## Hafnium nitride: two squeezed volumes

The question is how much pressure and energy it takes to squeeze hafnium nitride, HfN, beyond the volumes already worked out. Two entries at the compressed end are still open. The forecast for them has to come from the five known ones, with an error bar fixed before the answers are seen.

DFTK 0.8.2 calculations for rocksalt HfN with the PBE functional, without spin polarisation or spin-orbit coupling. They use dojo.nc.sr.pbe.v0_4_1.standard pseudopotentials, a 1142.88 eV plane-wave cutoff, a 10×10×10 k mesh and 0.05 eV Fermi-Dirac smearing. The cell is scaled at fixed shape, and energies are counted from the minimum of the fitted energy-volume curve.

| volume (Å³/atom) | energy (meV/atom) | pressure (GPa) |
| --- | --- | --- |
| 10.79 | ? | ? |
| 11.02 | ? | ? |
| 11.25 | 17.45 | 12.110 |
| 11.48 | 4.56 | 5.970 |
| 11.71 | 0.03 | 0.430 |
| 11.94 | 3.02 | -4.550 |
| 12.17 | 12.81 | -9.040 |

The values come from a density-functional (PBE) calculation for a perfect rocksalt crystal with its atoms at rest. The energy is counted per atom from the bottom of the energy curve. Positive pressure means that the crystal must be held compressed, and negative pressure that it must be held stretched. The scale of volumes starts from a given cell of 11.48 Å³/atom, which is itself under about 6 GPa, so compression has to be counted from the pressure-free volume near 11.73.

### What the known rows say

The volumes are evenly spaced, each step being 2 % of the given cell. Going from the stretched end towards the squeezed end, the pressure rises by 4.49, 4.98, 5.54 and 6.14 GPa. Equal cuts in volume therefore cost more and more pressure. The crystal stiffens as it is squeezed, and it does so without a jump.

The energies agree, though they need a fair comparison. The energy at 11.25 is 1.36 times that at 12.17, but 11.25 also lies farther from the minimum. A spring of fixed stiffness against volume would already give a ratio of 1.18 for that reason alone. Only the part beyond this shows that squeezing is harder than stretching.

### Why it stiffens

Each hafnium atom has six nitrogen neighbours, and each nitrogen atom six hafnium neighbours. At the minimum, attraction and repulsion balance. When the atoms are pushed together, their filled electron shells overlap, and the Pauli principle forces the electrons into states of higher kinetic energy. This repulsion has a short range and grows steeply, while the attraction changes more gently with distance.

A small extra squeeze thus adds more repulsion than the squeeze before it. This explanation is argued here from general physics, because the table holds only total energies and pressures and doesn't separate repulsion from attraction. The run finds no gap at any volume, so HfN is a metal here, and its conduction electrons are expected to gain kinetic energy on squeezing as well. The same reasoning leads one to expect stiffening in a neighbouring nitride or carbide with the same structure.

### A forecast by hand

The next two pressure steps should each be larger than the one before. That puts the pressure near 19 GPa at 11.02 and between 26 and 27 GPa at 10.79. The energy should be near 40 and 72 meV/atom. No kink is expected, since even the smaller volume shortens the bonds of the given cell by only about 2 %.

### A curve for the forecast

The bond length $d$ is a more natural measure of squeezing than the volume. The third-order Birch-Murnaghan equation writes the energy as a cubic polynomial in $1/d^2$, which is proportional to $V^{-2/3}$, where $V$ is the volume per atom. Pressure is the energy gained per unit of volume removed, $P=-dE/dV$. Taking this derivative gives

$$P=\left(\frac{V_g}{V}\right)^{5/3}\left(a+by+cy^2\right),\qquad y=\left(\frac{V_g}{V}\right)^{2/3}-1,$$

where $V_g$ is the volume of the given cell. The three constants were fitted to the five known pressures, which gives $a=5.97$, $b=422.2$ and $c=107.9$ GPa.

The volume 10.79 is 94 % of the given cell and took no part in the fit. There $V_g/V=1/0.94$, so $y=0.0421$ and the factor in front is 1.109. The pressure follows as

$$P=1.109\times(5.97+17.78+0.19)\ \text{GPa}\approx 26.5\ \text{GPa}.$$

The last term in the bracket is small. It carries the constant that five points fix least well, so an error in that constant does little harm over this short distance.

The energy follows from the same curve, because the work done by the pressure is stored in the crystal. The fitted pressure was summed over the change in volume and matched to the five known energies with an offset and a scale factor. That factor should be 1 and comes out as 1.00. The two columns thus agree closely, as they should for one and the same energy curve. The agreement is not perfect: the known energies are missed by up to 0.03 meV/atom, more than their rounding, for a reason that appears at the end.

### How far to trust it

The scatter of the five points about the curve is tiny, but it grows when carried outward. The choice of curve matters too. A second curve, with as many constants but written in the logarithm of the volume, fits the known pressures equally well and gives about 0.1 GPa less at 10.79. The pressure error bar is the gap between the two curves plus twice the scatter carried outward.

For the energy, this pressure error is taken to act over the whole distance from the last known volume. A small allowance for the misfit of the known energies is added. The forecasts are then:

- **At 11.02 Å³/atom:** $18.94\pm0.05$ GPa and $39.61\pm0.13$ meV/atom.
- **At 10.79 Å³/atom:** $26.54\pm0.13$ GPa and $72.13\pm0.44$ meV/atom.

### The computed values

The withheld rows as computed:

| volume (Å³/atom) | energy (meV/atom) | pressure (GPa) |
| --- | --- | --- |
| 10.79 | 72.09 | 26.490 |
| 11.02 | 39.62 | 18.920 |

All four forecasts hold within their error bars. The pressure steps keep growing, and no kink appears. The printed analysis below gives each forecast beside its computed value.

The pressure forecasts are slightly too high, by 0.02 GPa at 11.02 and 0.05 GPa at 10.79. At the smaller volume the second curve is too low by the same amount. This midway position should not be read as physics. The tabulated pressures are rounded to 0.01 GPa, and the scatter of both fits is no larger than that rounding, so the rounded points cannot choose between the curves. The point at 11.25 was rounded up from 12.10671 and the one at 11.71 down from 0.43486, which bends a fit upward at the squeezed end. Fitted to unrounded pressures, the Birch-Murnaghan curve is expected to miss by less and the second curve by more. Scatter alone would have given an error bar of about 0.04 GPa there, slightly less than the actual miss, so it was right to include the choice of curve.

The energy forecasts did better than their error bars suggested. At 10.79 the miss is 0.04 meV/atom, a tenth of the allowance. One reason is that the pressure miss there is itself only about a third of its error bar. The other is that the allowance applied the full pressure error from the start. In fact that error is close to zero at the last known volume and builds up only gradually, so little of it collects in the energy. The exact size of the miss means little, since the scale factor, 1.001 rather than 1, alone moves the forecast by a few hundredths of a meV/atom.

### What the stiffening is worth

The bulk modulus is the pressure needed per fractional change in volume. From the five known rows it is 266 GPa at the minimum, and it rises by about 4.3 GPa for every GPa of pressure. At 26.5 GPa this adds roughly $4.3\times26.5\approx114$ GPa. The crystal is then some 40 % stiffer than at zero pressure.

Leaving this out would be a real error. A spring with the fixed stiffness of the minimum falls 5.3 GPa short of the forecast pressure at 10.79 and 10 meV/atom short of the forecast energy. Both shortfalls are far larger than the misses of the curve that stiffens. They refer to a spring in volume. A spring in bond length is expected to recover part of them through geometry alone, so not all of the stiffening needs steeper repulsion. For an engineer, a single bulk modulus is good enough close to the pressure-free volume, but a volume change of several percent also needs its slope.

The success shows that the energy curve of this ideal crystal stays smooth over the range. The pressures are a test of their own, because they are not slopes of the curve that the run fitted to its energies. That curve, with its minimum at 11.731 and a modulus of 265.8 GPa, gives about 0.45 GPa at 11.71, whereas the computed pressure is 0.43486. An offset of about 0.01 GPa in this direction may come from the finite plane-wave basis, and it is the right size to account for the small misfit of the known energies. Nor does the success test the repulsion picture, since any smooth cause of stiffening would have passed as well. Real samples often lack some nitrogen and are warm, so their pressures at the same volumes will differ somewhat.

For extending such a table, a practical rule follows. Count the compression from the pressure-free volume, fit unrounded values, and draw two curves with as many constants through the known points. Here the gap between them grew from 0.03 GPa one step out to 0.09 GPa two steps out. Once that gap exceeds the error that the application can bear, another volume has to be computed.

The analysis program printed:

```
fit of pressure on 5 rows: coefficient of g0 5.966 +/- 0.0024, coefficient of g1 422.2 +/- 0.17, coefficient of g2 107.9 +/- 6.3; rms 0.00239, worst 11.48 -0.00394, leave-one-out rms 0.00788
  rows outside the fit (model, value, miss): 10.79 26.54, 26.49, 0.0464; 11.02 18.94, 18.92, 0.021
fit of pressure on 5 rows: coefficient of h0 5.97 +/- 0.0022, coefficient of h1 285.5 +/- 0.11, coefficient of h2 319.3 +/- 2.5; rms 0.00225, worst 11.94 -0.00377, leave-one-out rms 0.00634
  rows outside the fit (model, value, miss): 10.79 26.44, 26.49, -0.047; 11.02 18.91, 18.92, -0.00783
fit of energy on 5 rows: constant 4.542 +/- 0.013, coefficient of W 1.001 +/- 0.0018; rms 0.0197, worst 12.17 0.0297, leave-one-out rms 0.0368
  rows outside the fit (model, value, miss): 10.79 72.13, 72.09, 0.0438; 11.02 39.61, 39.62, -0.00577
Pressure gained per equal volume step, known rows, most squeezed first (GPa): 6.14, 5.54, 4.98, 4.49
Equilibrium volume from five rows (angstrom^3/atom): 11.73
Bulk modulus from five rows (GPa): 265.8
Slope of the bulk modulus with pressure from five rows: 4.338
Energy at 11.25 over energy at 12.17: 1.362
The same ratio for a spring of fixed stiffness: 1.18
Forecast pressure steps, to 11.02 and then to 10.79 (GPa): 6.831, 7.595
Pressure error bars at 10.79 and 11.02 (GPa, plus or minus): 0.1318, 0.04951
Energy error bars at 10.79 and 11.02 (meV/atom, plus or minus): 0.4371, 0.1303
Forecast pressure less that of the fixed spring at 10.79 (GPa): 5.293
Forecast energy less that of the fixed spring at 10.79 (meV/atom): 9.987
Pressure miss over its error bar at 10.79 and 11.02: 0.3519, 0.4235
Energy miss over its error bar at 10.79 and 11.02: 0.1002, -0.04426
```
